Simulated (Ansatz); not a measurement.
## Pb on a Re site in LaReN3

Computed with the plane-wave PAW code Ansatz (scalar-relativistic, PAW set soft_2): PBEsol, no spin polarisation, 420 eV cutoff, k-mesh 4×4×4 shifted by half a step.

The relaxed host crystal (no gap at this level of theory):

```
La N Re
1.0
     3.92212    0.00000    0.00000
     0.00000    3.92212    0.00000
     0.00000    0.00000    3.92212
La N Re
1 3 1
Direct
  0.00000 0.00000 0.00000
  0.00000 0.50000 0.50000
  0.50000 0.00000 0.50000
  0.50000 0.50000 0.00000
  0.50000 0.50000 0.50000
```

Supercell of 20 atoms, rows of the matrix [[-1,1,1],[1,-1,1],[1,1,-1]] times the cell vectors; Pb on a Re site at (0.500, 0.500, 0.500) in fractions of the cell above. Atoms are relaxed at the host's cell. The cell loses 1 of its 4 Re, so this is a heavily doped crystal.

Task: How does the lattice relax around the defect?

Result: Distances from the Pb atom (Å), by shell of the perfect crystal:

```
shell  perfect crystal  relaxed, charge 0
  6 N             1.96               2.07
```

```json
{"charge": "0", "gap of the cell on the mesh (eV)": "0.00"}
```

Formation energy of the neutral defect: 8.93 eV, taking atoms from and to the elements' standard states (no corrections for gases), so it belongs to those chemical potentials alone.

Relaxed cell at charge 0:

```
LaReN3 Pb_Re charge 0
1.0
    -3.9221    3.9221    3.9221
     3.9221   -3.9221    3.9221
     3.9221    3.9221   -3.9221
La N Pb Re
4 12 1 3
Direct
  0.0000 0.0000 0.0000
  0.5000 0.5000 0.0000
  0.5000 0.0000 0.5000
  0.0000 0.5000 0.5000
  0.5000 0.2365 0.2365
  0.0000 0.7500 0.2500
  0.0000 0.2500 0.7500
  0.5000 0.7635 0.7635
  0.7635 0.5000 0.7635
  0.2500 0.0000 0.7500
  0.2365 0.5000 0.2365
  0.7500 0.0000 0.2500
  0.2365 0.2365 0.5000
  0.7635 0.7635 0.5000
  0.7500 0.2500 0.0000
  0.2500 0.7500 0.0000
  0.5000 0.5000 0.5000
  0.0000 0.0000 0.5000
  0.0000 0.5000 0.0000
  0.5000 0.0000 0.0000
```

Caveats: small supercell, so energies and levels can be off by tenths of an eV; the atoms kept the symmetry of the start, so a distorted state could lie lower.

The six N neighbours move outward when Pb replaces Re, from 1.96 to 2.07 Å. Size is the main reason: even as Pb(IV), lead is larger than the high-valent Re it replaces. The new distance is still short for six-coordinate Pb–N, so the site probably remains compressed. Each of these N atoms also bridges to a Re atom, so the expansion shortens the Re–N bonds on the far side, and this stiff framework resists further relaxation.

Bonding changes as well. Re binds N through partly filled 5d states with strong σ and π overlap, whereas Pb has a filled 5d shell and offers mainly 6s and 6p states. The loss of Re–N covalency, together with the strain, probably accounts for much of the 8.93 eV cost, though the calculation doesn't separate the two. Formal charges make Pb an electron-poor substituent here, but in a metal the missing charge is screened by the conduction electrons, and the neutral cell alone doesn't establish an oxidation state for Pb.
